# Why does BaTiO3 have its gap between a corner and the centre of the zone?

**Question**

I have the band energies of tetragonal BaTiO3 from a PBE calculation, at the centre of the Brillouin zone (GAMMA) and at five points on its boundary. Band -1 is the highest filled level at each point and band +1 the lowest empty one.

Band energies of tetragonal BaTiO3 (P4mm, a = b = 4.000 Å, c = 4.018 Å) in its measured cell (COD), unrelaxed, from Ansatz 0.2.0 with PBE, all-electron PAW, scalar-relativistic, no spin polarization, 7 × 7 × 7 k mesh. Energies are measured from the valence top; at each k point, band -1 is the highest filled level and band +1 the lowest empty one.

| k-point | k in reciprocal vectors | band -4 (eV) | band -3 (eV) | band -2 (eV) | band -1 (eV) | band +1 (eV) | band +2 (eV) | band +3 (eV) |
| --- | --- | --- | --- | --- | --- | --- | --- | --- |
| GAMMA | 0 0 0 | -1.17 | -0.33 | -0.30 | -0.30 | 1.83 | 2.12 | 2.12 |
| X | 0 0.5 0 | -1.81 | -1.69 | -0.99 | -0.85 | 2.23 | 3.52 | 3.57 |
| M | 0.5 0.5 0 | -1.76 | -1.00 | -1.00 | -0.05 | 3.59 | 3.59 | 3.98 |
| Z | 0 0 0.5 | -1.91 | -1.90 | -0.67 | -0.67 | 1.96 | 3.62 | 3.62 |
| R | 0 0.5 0.5 | -1.70 | -0.88 | -0.86 | -0.16 | 3.56 | 3.65 | 3.98 |
| A | 0.5 0.5 0.5 | -2.35 | -0.12 | -0.12 | 0.00 | 4.20 | 4.20 | 4.20 |

The lowest empty level stays low at X and Z, yet at M, R and A it lies far higher. The filled levels do something else: their top is at A, with M almost level, while X and Z lie well below. Why do the two edges follow such different patterns? And why do X and Z, or M and R, differ at all in a crystal that is so nearly cubic?

**Answer**

Start with the chemistry. In the ionic picture Ti has given up all its 3d electrons, so the filled levels are mainly oxygen 2p and the lowest empty ones mainly titanium 3d. The octahedron of oxygens leaves three d orbitals lowest, $d_{xy}$, $d_{xz}$ and $d_{yz}$, whose lobes point between the oxygens. They overlap sideways with oxygen p orbitals, and this mixing pushes the empty level up and a filled one down. The orbital names used here come from symmetry and counting, since the calculation printed no orbital weights.

How much mixing occurs depends on the k point. A component of 0 means that the wave has the same sign in neighbouring cells along that axis; 0.5 means that the sign alternates. Just above the x axis, a $d_{xy}$ orbital is positive on the right of Ti and negative on the left. If the oxygen p orbitals on the two sides have equal signs, their overlaps with it cancel; if the signs alternate, the overlaps add.

So each orbital needs only a count: along how many axes of its own plane does the sign alternate? For $d_{xy}$ only x and y matter, for $d_{xz}$ only x and z. At GAMMA the count is 0 for all three orbitals, and at A it is 2 for all three. X and Z each leave one orbital at 0, whereas M and R leave none.

This count sorts the 18 empty levels of the table. It predicts five levels with no alternating axis, eight with one and five with two, and the energies do form three separate groups of these sizes. The first group ends at 2.23 eV, the second begins at 3.52 eV, and the third begins at 3.98 eV. The lowest empty level stays low at X and Z because one orbital there still escapes the mixing.

**Why X and Z differ**

The escaping orbital is not the same one. At Z the sign alternates only along c, which $d_{xy}$ does not feel, so band +1 is still $d_{xy}$ and has risen by just 0.13 eV from GAMMA. At X the sign alternates along y, and the orbital left alone is $d_{xz}$. It has risen by only 0.11 eV from its own level at GAMMA, but that level already lay 0.29 eV above $d_{xy}$. The apparent rise of 0.40 eV from GAMMA to X is thus mostly a change of orbital.

The splitting at GAMMA is best understood through the polar distortion of this phase. Ti sits off centre along c, with a short bond to one oxygen and a long bond to the opposite one. The two overlaps of $d_{xz}$ or $d_{yz}$ along c then no longer cancel. Ti also leaves the plane of its other four oxygens, and the tilted bonds should let the same two orbitals mix with those oxygens as well. Both effects push $d_{xz}$ and $d_{yz}$ up. The four oxygens at the sides remain mirror images in pairs, so $d_{xy}$ is spared. A run with Ti at the centre would test this explanation; there is none here.

The order of the orbitals matters when BaTiO3 loses oxygen during firing and the vacancies donate electrons. In a single polar domain, the first mobile electrons would enter $d_{xy}$. That level changes little towards Z but climbs by about 1.7 eV towards X, so these electrons should move much more easily in the ab plane than along c. This is a statement about the bands of the perfect crystal, before trapping at defects or lattice distortion around the electron.

**How far the simple picture goes**

Take one d level and one p level, separated by $2h$, and let each alternating axis add $W$ to the square of their coupling. With $n$ alternating axes, the upper level rises by

$$r_n=\sqrt{h^2+nW}-h .$$

The ratio $r_2/r_1$ lies between $\sqrt2$, for levels that start together, and 2, for levels far apart. Whatever the values of $h$ and $W$, the second axis must therefore bring the total rise to at least 1.41 times the first.

Now test this on $d_{xy}$. From GAMMA to X it rises by 1.69 eV if it is band +2 there, or by 1.74 eV if it is band +3. Taking the smaller value, the rise to M should be at least $1.41\times1.69\approx2.4$ eV. The table gives $3.98-1.83=2.15$ eV. The count gets the order right, but a single pair of levels gets the spacing wrong.

What the pair leaves out is the overlap between neighbouring oxygens. When both signs in a plane alternate, the oxygen p orbitals around Ti can combine in two ways. One combination matches the lobes of $d_{xy}$ and is bonding between the oxygens, so it lies lower, farther from the Ti level, and pushes it up less. That is a likely reason for the small second step, though the table does not separate it from other couplings, such as those to higher empty levels. The count also leaves smaller changes unexplained: when only the sign along c changes, $d_{xy}$ still rises by 0.13 eV from GAMMA to Z and by 0.22 eV from M to A.

**Why the filled levels peak at A**

The other combination explains the valence top. Its p orbitals point around the Ti atom like arrows on the rim of a wheel, and its overlap with $d_{xy}$ cancels. It therefore escapes the downward push from that orbital. It is also antibonding between neighbouring oxygens, which raises it further.

This wheel pattern needs a plane in which both signs alternate. M and R have one such plane and A has three. Accordingly, A has three filled levels within 0.12 eV of the top, followed by a drop of 2.23 eV to the fourth. At M and R a single level stands apart from those below. X and Z have no such plane, and their highest filled levels lie much lower.

GAMMA is an intermediate case. It has no such plane either, yet its top lies above those at X and Z. Mixing with Ti does not explain this, since some oxygen levels escape it at X and Z as well. The overlaps between oxygens probably do: at GAMMA all three oxygens of the cell can join in one pattern that is antibonding on balance, while at X and Z the alternating sign largely cancels the overlaps of one oxygen with the other two. But the full wheel pattern cannot form, and the top stays 0.30 eV below that at A. The same rule of signs thus puts the two edges at opposite ends: the empty level is lowest where no sign alternates, and the filled level is highest where all of them do.

**Why M and R differ**

In a cubic crystal M and R would be equivalent. Here the wheel at M lies in the ab plane, while the one at R lies in a plane that contains c, and its level is 0.11 eV lower. A shows nearly the same difference within a single k point: one level at the top and a pair 0.12 eV below. A likely reason lies in the oxygens themselves. In the same calculation the electrostatic potential at the oxygen on the c axis of Ti is about 0.11 V higher than at the other two. This should bind electrons there more strongly, and only the wheels in planes containing c use that oxygen. Since it carries only about half of such a wheel, this probably explains part of the difference and not all of it.

Mixing with the empty d orbitals should matter less here, even though Ti is off centre. Where the sign along c alternates, the overlaps through the short and the long bond add, so the gain in one nearly makes up for the loss in the other. In line with this, the three empty levels coincide at A, although they are split at GAMMA.

The oxygen on the c axis may also help to explain why the filled top at X lies 0.18 eV below that at Z. At Z the alternating sign cuts this oxygen off from the other two, and the top level should sit on those two. At X it belongs to the pair that still overlaps.

The cell edges alone would hardly suggest such a difference, since c exceeds a by less than half a percent. The surroundings of the oxygens are less alike. In the same calculation the largest component of the electric field gradient is $1.65\times10^{21}$ V/m² at the oxygen on the c axis of Ti and $2.72\times10^{21}$ V/m² at the other two. That shows a clear inequivalence, although it does not by itself prove the cause of the level splitting.

**What to trust**

The gap from A to GAMMA is 1.83 eV, and the smallest direct gap among these points is 2.13 eV, at GAMMA. PBE usually makes such gaps too small, so the measured one should be clearly larger. The grouping of the levels rests on the signs of the overlaps and is much safer than the size of the gap.

The small differences need more care. M lies only 0.05 eV below A, and spin-orbit coupling, which is missing here, could change splittings of a few hundredths of an eV. The atoms were also not relaxed, so the splittings caused by the polar distortion belong to this particular cell. The printed output after this text lists the counts and energy differences used above.

The analysis program printed:

```
Alternating axes in the plane of each d orbital:
    row  d_xy  d_xz  d_yz  direct gap in eV
  GAMMA     0     0     0              2.13
      X     1     0     1              3.08
      M     2     1     1              3.64
      Z     0     1     1              2.63
      R     1     1     2              3.72
      A     2     2     2               4.2
Number of levels with no alternating axis: 5
Number of levels with one alternating axis: 8
Number of levels with two alternating axes: 5
Highest level with no alternating axis in eV: 2.23
Lowest level with one alternating axis in eV: 3.52
Highest level with one alternating axis in eV: 3.65
Lowest level with two alternating axes in eV: 3.98
Indirect gap from A to GAMMA in eV: 1.83
Splitting of the d levels at GAMMA in eV: 0.29
Rise of band +1 from GAMMA to X in eV: 0.4
Rise of d_xz from GAMMA to X in eV: 0.11
Rise of d_xy from GAMMA to Z in eV: 0.13
Rise of d_xy from GAMMA to X if it is band +2 in eV: 1.69
Rise of d_xy from GAMMA to X if it is band +3 in eV: 1.74
Rise of d_xy from GAMMA to M in eV: 2.15
Ratio of rise to M over rise to X with band +2: 1.272
Ratio of rise to M over rise to X with band +3: 1.236
Smallest ratio that one d and one p level allow: 1.414
Valence top at A above that at GAMMA in eV: 0.3
Valence top at A above that at M in eV: 0.05
Valence top at M above that at R in eV: 0.11
Splitting of the three top valence levels at A in eV: 0.12
Third to fourth filled level at A in eV: 2.23
```
